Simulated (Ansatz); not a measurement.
Which isomer of AlF3H3P gives these data?

These gas-phase data were calculated for one isomer of AlF3H3P at PBE0-D4/def2-SVP (harmonic, unscaled wavenumbers; equilibrium rotational constants with average atomic masses):

- rotational constants: 5.188, 1.774, 1.495 GHz
- all wavenumbers above 1500 cm⁻¹: 2460, 1958, 1944

Candidates:

(1) `[F][AlH2-][PH+](F)F`, a singlet
(2) `[F][Al-]([F])([F])[PH3+]`, a singlet
(3) `F[PH2+][AlH-]([F])[F]`, a singlet

Problem. Assign the data to one candidate and say why.

Solution. Candidate (1). The band at 1958 cm⁻¹ lies where the Al–H stretch is expected; (2) has no mode between 1700 and 2050 cm⁻¹. 1 mode lies between 2250 and 2520 cm⁻¹, one for each P–H bond, while (3) has 2.

The same quantities for all candidates:

```tsv
	rotational constants (GHz)	wavenumbers above 1500 cm⁻¹	E above the lowest, PBE0-D4/def2-SVP (kcal/mol)
(1)	5.188, 1.774, 1.495	2460, 1958, 1944	85.3
(2)	3.187, 1.933, 1.932	2519, 2519, 2491	0.0
(3)	4.836, 1.647, 1.359	2500, 2477, 2006	47.8
```

Each candidate is one conformer. Programs: Ansatz 0.2.0.

The energy order follows where the fluorine sits: the isomer with all three fluorines on aluminium is lowest, moving one to phosphorus costs 47.8 kcal/mol, and moving two raises the total to 85.3 kcal/mol. Each move exchanges an Al–F and a P–H bond for a P–F and an Al–H bond. The strongly polar Al–F bond, between a very electropositive metal and a small, hard fluoride, gains far more over Al–H than P–F gains over P–H. The assigned isomer is therefore the least stable of the three, and the match identifies its structure without implying that it would be the one formed. The Al–H stretches also respond to substitution, lying at 1958 and 1944 cm⁻¹ with one fluorine on aluminium and at 2006 cm⁻¹ with two, probably because fluorine draws aluminium p character and leaves more s character for the Al–H bond. Whether any of these donor–acceptor adducts is bound against separation into its alane and phosphine isn't shown.
